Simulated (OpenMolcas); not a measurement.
# Predicting a hybrid from its neighbours: SiClOF2

SiClOF2: 5 atoms, total charge 0, spin state doublet. As SMILES, `[O][Si](F)(F)Cl`. The shape is that of a PBE0-D4/def2-TZVP optimisation.

The vertical energy of the quartet above the doublet y, in eV, basis def2-SVP; a is the functional's share of exact exchange. Programs: OpenMolcas 26.06.

| functional | program | a | y (eV) |
| --- | --- | --- | --- |
| U-r2SCAN | OpenMolcas | 0 | 8.49 |
| UTPSS | OpenMolcas | 0 | 8.07 |
| UB3LYP | OpenMolcas | 0.2 | 8.63 |
| UPBE0 | OpenMolcas | 0.25 | ? |
| UBHLYP | OpenMolcas | 0.5 | 9.25 |

Q: Fit y = c + s·a to the known rows and predict UPBE0.

A: 
1. Means of the 4 rows: a = 0.1750, y = 8.610.
2. Σ(Δa)² = 0.1675, Σ(Δa·Δy) = 0.324, so the slope is 0.324/0.1675 = 1.9343.
3. Intercept: 8.610 − (1.9343) × 0.1750 = 8.271. The largest residual of the fit is 0.22.
4. UPBE0: 8.271 + (1.9343) × 0.25 = 8.75 eV.

The run gave 8.77 eV, so the prediction is off by -0.02 eV, within the largest residual. The rows mix families of semi-local functionals, which the line can't see.

The quartet lies far above the doublet with every functional, as expected for a siloxyl-type radical. The doublet has one hole in the oxygen and halogen lone-pair manifold. A third unpaired electron requires breaking up another pair and promoting an electron into an empty orbital, probably Si–Cl antibonding in character. The exchange gained by aligning the spins cannot repay that cost.

The gap rises through the three hybrids, from 8.63 to 8.77 to 9.25 eV, and both semi-local values lie below them. This is the reverse of the familiar stabilisation of high-spin states by exact exchange in open-shell transition-metal complexes, perhaps because here the promotion moves charge from lone pairs towards silicon. The two functionals without exact exchange differ by more than r2SCAN and PBE0 do, so the slope is not a pure exchange response and the close prediction is partly fortunate. A vertical gap also says nothing about whether the quartet would stay bound on relaxation, which is doubtful if the Si–Cl antibonding orbital is occupied.
